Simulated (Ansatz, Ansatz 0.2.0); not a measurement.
# Bulk modulus of KMgF3 from LDA elastic constants: working log

*A first attempt by someone new to these calculations. It holds errors of set-up and of interpretation; a review follows at the end.*

## Experiment

The number I want to reproduce is the bulk modulus of the cubic perovskite KMgF3. It comes from "High-pressure structural, elastic and electronic properties of the scintillator host material, KMgF_3" (2007, arXiv:cond-mat/0703621). Powder was squeezed in a diamond-anvil cell with silicone fluid around it, and the cell volume was followed by synchrotron x-ray diffraction up to 40 GPa. A Birch-Murnaghan curve was fitted to volume against pressure, and the bulk modulus at zero pressure is one of the fit parameters: $B_0 = 71.2 \pm 0.2$ GPa, obtained together with $B_0' = 4.7(3)$. The shear modulus and the single elastic constants are not compared here.

| compared with | measured | in the source | method |
| --- | --- | --- | --- |
| B (GPa) | 71.2 ± 0.2 | 71.2 ± 0.2 GPa | high-pressure synchrotron powder x-ray diffraction |

## Plan

I want $B$ for KMgF3 from a calculation of the elastic constants. The model is the five-atom cubic cell with $a = 3.986$ Å from diffraction as the starting point. I will use LDA, because it is the functional I have used before. My target is to be within 3 GPa of the measured value. I have no deep reason for that figure; it just looks like a decent agreement to put in a report. I'll start with something light, and if the number is good I'll keep it. If it isn't, I'll change a setting and try again.

System: KMgF3 (potassium magnesium fluoride), cubic perovskite; Pm-3m (No. 221), 5 atoms in the primitive cell; the database structure is a diffraction structure: a = 3.986 Å.

## 1. A quick first number

I take LDA with the cell relaxed and a 4x4x4 k mesh, since a coarse mesh saves time and the cell is small anyway. The cutoff stays at the default, which somebody must have chosen sensibly. I expect to land near 71 GPa straight away.

**Run 1.** Ansatz 0.2.0: LDA, cell and atoms relaxed from the database structure, cutoff 420 eV (default), 4x4x4 k mesh, Gaussian smearing 0.02 eV; elastic constants by two-point finite strains with relaxed ions.

Key lines of the input:
```
crystal:
  # lattice and atoms
kpoints:
  mp_grid: { grid: [4, 4, 4] }
hamiltonian:
  xc: lda
scf:
  occupations: { method: gaussian, width: 0.02 }
output:
  stress: true
elastic:
  mode: relaxed_ion
  stencil: two_point
```

Command:
```
ansatz run input.yaml --threads 4 --pin off --max-ram 16384MiB --backend cpu --events-out ev --progress --plain --runs-dir out
```

Selected lines of the output:
```
Basis set: ecut = 420 eV, 1189 PW (Γ) [...]
k-points: 21 of 64
  moduli (Voigt/Reuss/Hill, GPa): K = 86.49/86.49/86.49   G = 54.00/53.45/53.72   E = 133.52   ν = 0.243
  mechanically stable: yes (min eigenvalue of sym C = 49.47 GPa)
```

Converged; 5 s on 4 cores of Arm Neoverse V2, shared host (all steps together).

| quantity | run 1 | measured | deviation |
| --- | --- | --- | --- |
| B (GPa) | 86.5 | 71.2 ± 0.2 | +15.3 (+21.5 %) |
| cell volume (Å³) | 59.71 |  |  |
| pressure (GPa) | −0.0201 |  |  |
| G (GPa) | 53.7 |  |  |
| C11 (GPa) | 167.5 |  |  |
| C12 (GPa) | 46.0 |  |  |

The bulk modulus is 86.49 GPa, which is 15.3 GPa too high and nowhere near my 3 GPa. The output says the crystal is mechanically stable and the run converged, so the calculation itself must be fine. I think the k mesh is to blame, because 4x4x4 is the one thing I deliberately made cheap.

## 2. More k-points

The run took only seconds, so I go straight to 8x8x8 with everything else the same. I expect the extra k-points to bring $B$ down most of the way to 71 GPa.

**Run 2.** Ansatz 0.2.0: LDA, cell and atoms relaxed from the database structure, cutoff 420 eV (default), 8x8x8 k mesh, Gaussian smearing 0.02 eV; elastic constants by two-point finite strains with relaxed ions.

Key lines of the input, as changed from run 1:
```diff
  kpoints:
-   mp_grid: { grid: [4, 4, 4] }
+   mp_grid: { grid: [8, 8, 8] }
```

Command:
```
ansatz run input.yaml --threads 8 --pin off --max-ram 16384MiB --backend cpu --events-out ev --progress --plain --runs-dir out
```

Selected lines of the output:
```
Basis set: ecut = 420 eV, 1189 PW (Γ) [...]
k-points: 105 of 512
  moduli (Voigt/Reuss/Hill, GPa): K = 86.24/86.24/86.24   G = 53.98/53.44/53.71   E = 133.44   ν = 0.242
```

Converged; 13 s on 8 cores of AMD EPYC 7R43 64, shared host (all steps together).

| quantity | run 2 | measured | deviation |
| --- | --- | --- | --- |
| B (GPa) | 86.2 | 71.2 ± 0.2 | +15.0 (+21.1 %) |
| cell volume (Å³) | 59.71 |  |  |
| pressure (GPa) | −0.0208 |  |  |
| G (GPa) | 53.7 |  |  |
| C11 (GPa) | 167.2 |  |  |
| C12 (GPa) | 45.7 |  |  |

$B$ went from 86.49 to 86.24 GPa. That is the right direction, but only by a fraction of a GPa for eight times as many points in the mesh, and at that rate I would need an absurd mesh to reach 71. I'm giving up on k-points.

## 3. Trying a larger smearing

The next setting in the file is the smearing. 0.02 eV looks very small to me, and a bigger value is supposed to make calculations smoother, so I try Fermi-Dirac with 0.8 eV on a 6x6x6 mesh. Smeared-out electrons should make the crystal softer, and softer is what I need.

**Run 3.** Ansatz 0.2.0: LDA, cell and atoms relaxed from the database structure, cutoff 420 eV (default), 6x6x6 k mesh, Fermi-Dirac smearing 0.8 eV; elastic constants by two-point finite strains with relaxed ions.

Key lines of the input:
```
crystal:
  # lattice and atoms
kpoints:
  mp_grid: { grid: [6, 6, 6] }
hamiltonian:
  xc: lda
scf:
  occupations: { method: fermi_dirac, width: 0.8 }
output:
  stress: true
elastic:
  mode: relaxed_ion
  stencil: two_point
```

Selected lines of the output:
```
  moduli (Voigt/Reuss/Hill, GPa): K = 84.25/84.25/84.25   G = 53.13/52.57/52.85   E = 131.13   ν = 0.241
```

Converged; 9.1 s on 4 cores of Arm Neoverse V2, shared host (all steps together).

| quantity | run 3 | measured | deviation |
| --- | --- | --- | --- |
| B (GPa) | 84.2 | 71.2 ± 0.2 | +13.0 (+18.3 %) |
| cell volume (Å³) | 59.85 |  |  |
| pressure (GPa) | −0.0220 |  |  |
| G (GPa) | 52.9 |  |  |
| C11 (GPa) | 164.1 |  |  |
| C12 (GPa) | 44.3 |  |  |

This helped more than the k-points did: $B$ is down to 84.25 GPa, about 2 GPa below the 8x8x8 run. So the smearing does soften the crystal, as I thought, but it is still 13 GPa too high. I don't want to spend the afternoon turning this one up bit by bit.

## 4. Leaving out the cell relaxation

The starting cell comes from diffraction, so it is already the real one, and I don't see why the program should relax it again. I'll keep $a = 3.986$ Å, relax only the atoms, and put the smearing back to 0.02 eV with the 6x6x6 mesh. It also saves a step. I hope the real cell gives the real bulk modulus.

**Run 4.** Ansatz 0.2.0: LDA, atoms relaxed in the database cell, cutoff 420 eV (default), 6x6x6 k mesh, Gaussian smearing 0.02 eV; elastic constants by two-point finite strains with relaxed ions.

Key lines of the input, as changed from run 1:
```diff
  kpoints:
-   mp_grid: { grid: [4, 4, 4] }
+   mp_grid: { grid: [6, 6, 6] }
```

Selected lines of the output:
```
  moduli (Voigt/Reuss/Hill, GPa): K = 65.53/65.53/65.53   G = 45.27/45.25/45.26   E = 110.37   ν = 0.219
```

Converged; wall time 4.1 s.

| quantity | run 4 | measured | deviation |
| --- | --- | --- | --- |
| B (GPa) | 65.5 | 71.2 ± 0.2 | −5.7 (−8.0 %) |
| pressure (GPa) | −4.4652 |  |  |
| G (GPa) | 45.3 |  |  |
| C11 (GPa) | 127.6 |  |  |
| C12 (GPa) | 34.5 |  |  |

Now $B$ is 65.53 GPa. That is 5.7 GPa too low, but much closer than anything before, so using the real cell was clearly the right idea. The pressure is −4.4652 GPa, which I take to be small, since the experiment went up to 40 GPa. I still miss my 3 GPa, on the other side this time.

## 5. Switching the functional

I have had enough of LDA. PBEsol has "sol" in its name for solids, and this is a solid, so I try that with the 6x6x6 mesh. I let the cell relax again because that is how I had it set up at the start. I only need something a bit above 65.53 GPa, and if it comes out near 71 I'm done.

**Run 5.** Ansatz 0.2.0: PBEsol, cell and atoms relaxed from the database structure, cutoff 420 eV (default), 6x6x6 k mesh, Gaussian smearing 0.02 eV; elastic constants by two-point finite strains with relaxed ions.

Key lines of the input, as changed from run 4:
```diff
  hamiltonian:
-   xc: lda
+   xc: pbesol
```

Selected lines of the output:
```
  C = ∂σ_k/∂η_j (tension-positive GPa; Voigt order 11 22 33 23 13 12):
       138.287     39.282     39.282     -0.000     -0.000     -0.000
        39.282    138.287     39.282     -0.000     -0.000     -0.000
        39.282     39.282    138.287     -0.000     -0.000     -0.000
  moduli (Voigt/Reuss/Hill, GPa): K = 72.28/72.28/72.28   G = 46.85/46.75/46.80   E = 115.48   ν = 0.234
  mechanically stable: yes (min eigenvalue of sym C = 45.08 GPa)
```

Converged; wall time 7.6 s (all steps together).

| quantity | run 5 | measured | deviation |
| --- | --- | --- | --- |
| B (GPa) | 72.3 | 71.2 ± 0.2 | +1.1 (+1.5 %) |
| cell volume (Å³) | 63.56 |  |  |
| pressure (GPa) | 0.0290 |  |  |
| G (GPa) | 46.8 |  |  |
| C11 (GPa) | 138.3 |  |  |
| C12 (GPa) | 39.3 |  |  |

$B = 72.28$ GPa against 71.2 GPa, so I am 1.1 GPa off and inside my 3 GPa. The pressure is practically zero as well, and the crystal is stable. This is the number I was looking for, so I'm keeping it and leaving the settings alone.

## Summary of runs

| run | settings | B (GPa) | deviation | cost |
| --- | --- | --- | --- | --- |
| 1 | LDA, cell and atoms relaxed from the database structure, 4x4x4 k mesh, Gaussian smearing 0.02 eV | 86.5 | +15.3 (+21.5 %) | under 1 core-min |
| 2 | LDA, cell and atoms relaxed from the database structure, 8x8x8 k mesh, Gaussian smearing 0.02 eV | 86.2 | +15.0 (+21.1 %) | 1.7 core-min |
| 3 | LDA, cell and atoms relaxed from the database structure, 6x6x6 k mesh, Fermi-Dirac smearing 0.8 eV | 84.2 | +13.0 (+18.3 %) | under 1 core-min |
| 4 | LDA, atoms relaxed in the database cell, 6x6x6 k mesh, Gaussian smearing 0.02 eV | 65.5 | −5.7 (−8.0 %) | under 1 core-min |
| 5 | PBEsol, cell and atoms relaxed from the database structure, 6x6x6 k mesh, Gaussian smearing 0.02 eV | 72.3 | +1.1 (+1.5 %) | under 1 core-min |
|  | measured | 71.2 ± 0.2 |  |  |

## Where I got to

My result for KMgF3 is $B = 72.28$ GPa with PBEsol, against the measured 71.2 GPa. That is a deviation of 1.5 % and well inside the 3 GPa I set myself, so the bulk modulus is reproduced and I can write it up.

LDA gave me 86.49, 86.24, 84.25 and 65.53 GPa, depending on what I changed. With a spread like that I don't think it can be trusted for elastic constants, and I won't use it for them again. PBEsol got it right the first time, so it is the correct functional for solids and I'll use it for the next crystal without trying the others. The k mesh hardly matters, and the default cutoff is obviously good enough, since the answer came out right.

The same run also gives $G = 46.80$ GPa, $C_{11} = 138.287$ GPa and $C_{12} = 39.282$ GPa. As $B$ agrees so well, these must be just as accurate, and I'll put them in the report with all their digits. The Debye temperature I leave for another day.

## Review

Further runs made for the review:

| reviewer's run | settings | B (GPa) | deviation | cost |
| --- | --- | --- | --- | --- |
| R1 | LDA, cell and atoms relaxed from the database structure, cutoff 590 eV, 6x6x6 k mesh, Gaussian smearing 0.02 eV | 86.1 | +14.9 (+20.9 %) | 78 core-s |
| R2 | LDA, cell and atoms relaxed from the database structure, cutoff 420 eV (default), 6x6x6 k mesh, Gaussian smearing 0.02 eV | 86.4 | +15.2 (+21.3 %) | under 1 core-min |
| R3 | r2SCAN, cell and atoms relaxed from the database structure, cutoff 500 eV (default), 6x6x6 k mesh, Gaussian smearing 0.02 eV | 78.0 | +6.8 (+9.5 %) | 69 core-s |
|  | measured | 71.2 ± 0.2 |  |  |

The first run has a sensible basis: the cell is relaxed and the pressure is close to zero. But convergence and mechanical stability don't show that the modulus is accurate. The 8x8x8 mesh was a good test, and its result was misread. Going from 86.49 to 86.24 GPa isn't slow progress towards 71 GPa; it means the mesh was already adequate and the error lies elsewhere. The default cutoff was never tested. I raised it to 590 eV in R1, for 78 core-seconds, and $B$ moved only from 86.4 GPa (R2) to 86.1 GPa. The default is therefore adequate for LDA here, but a final answer close to experiment could not have shown that.

Run 3 should be discarded. KMgF3 is a wide-gap insulator and needs no such smearing; 0.8 eV corresponds to electrons at roughly 9000 K. They swell the cell and lower $B$ by about 2 GPa compared with R2, which has the same mesh and the small smearing. That softening is an artefact, not progress towards the experiment.

In run 4 the diffraction cell is real for the crystal but not for LDA, which prefers a smaller one. The warning was the pressure of −4.4652 GPa: the model crystal is under tension. The experiment's 40 GPa range doesn't make this small, because the quantity wanted is the modulus at zero pressure. With a pressure derivative of 4.7, that tension accounts for a drop of roughly 21 GPa, which is the difference between R2 and run 4. Landing closer to the measurement was chance.

Run 5 is soundly set up, and relaxing the cell again was right. However, it changed both the functional and the treatment of the cell, so it should be compared with R2, not run 4. Stopping because the number fell inside an arbitrary 3 GPa target is not a test of the method.

The LDA spread in the conclusion comes mostly from the heated electrons and the stretched cell. Sound LDA runs agree closely at about 86 GPa. LDA is indeed a poor choice for this modulus, but the reason is its well-known tendency to bind too strongly, not erratic behaviour. Nor does one crystal make PBEsol the correct functional for solids. The r2SCAN run R3 gives 78.0 GPa and cost 69 core-seconds. I trust its functional most on general grounds, not because of anything shown here; such a comparison belongs in the next study too.

Agreement in $B$ doesn't validate the other constants. Errors in $C_{11}$ and $C_{12}$ can cancel in $B$, and $G$ also depends on the response to shear. They should be reported as predictions not compared with measurements here, rounded to whole GPa.

The verdict is fair agreement: PBEsol lies 1.5 % above the measurement and r2SCAN 9.5 % above. These are static-lattice values, and thermal motion would normally lower them, so PBEsol's closeness may be partly fortunate. How much of the r2SCAN excess is thermal, and how much comes from the functional or the equation-of-state fit, was not separated here.

[Logs are printed without paths, hosts, clocks, repeated set-up lines and the standing remarks that a program may print on its own settings, such as how far it seeks lower states.]

[The runs shown are a pick from a larger set of finished runs; failed, doubtful and other runs were left out of it ahead of writing. So were measured values far from every level or from commonly accepted values, and agreement can look better than it is. Lines of input and output are excerpts and may be shortened.]
